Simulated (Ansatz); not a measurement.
## Cr: energy above lowest point against volume scale

Free energy against uniform scaling of the volume at fixed shape and fractions; periodic cell, basis, potentials, k mesh and filling as listed. The results are calculated, by Ansatz 0.2.0.

The cell before it is scaled or strained (space group Im-3m, No. 229):
```
CELL_PARAMETERS angstrom
2.96890 0.00000 0.00000
0.00000 2.96890 0.00000
0.00000 0.00000 2.96890
ATOMIC_POSITIONS crystal
Cr 0.00000 0.00000 0.00000
Cr 0.50000 0.50000 0.50000
```

Settings of every row: functional PBEsol; dispersion none; potentials all-electron LAPW; k mesh 10x10x10; k shift 0x0x0; occupations fermi dirac; smearing width 0.1 eV; spin collinear; basis error target 0.002 eV/atom.

Limits: coarse k mesh, up to 40 meV an atom off; minimum outside the range.

```
row  volume scale  V (Å³/atom)  energy above lowest point (meV/atom)
  1          0.94       12.299                                     0
  2          0.96       12.561                                     ?
  3          0.98       12.823                                    62
  4             1       13.084                                  97.4
  5          1.02       13.346                                 134.9
  6          1.04       13.608                                 174.2
  7          1.06        13.87                                   215
```

Question: what energy above lowest point should row 2 give?

Worked fit of energy above lowest point. Take u = (V_r/V)^(2/3) − 1 with V_r = 13.215 Å³ an atom, which is twice the finite (Eulerian) strain; such expansions in the strain, on which the Birch-Murnaghan equation of state is built, carry the rest volume and the bulk modulus. The shown rows have u = 0.04905, 0.02028, 0.00666, -0.00655, -0.01935, -0.03174. Least squares give energy above lowest point = 115.87 − 2845.2 × u + 9173 × u² + 13660 × u³ meV/atom; a parabola predicts inner rows, each left out in turn, worse (root mean square 0.3 against 0.13 meV/atom). The rows lie off it by 0.0, -0.1, 0.1, 0.0, -0.1, 0.0. The withheld row has u = 0.03442, so the fit gives 115.87 − 2845.2 × (0.03442) + 9173 × (0.03442)² + 13660 × (0.03442)³ = 29.4 meV/atom.

The calculation gave 29.4 meV/atom. The fit meets it to the printed digit.
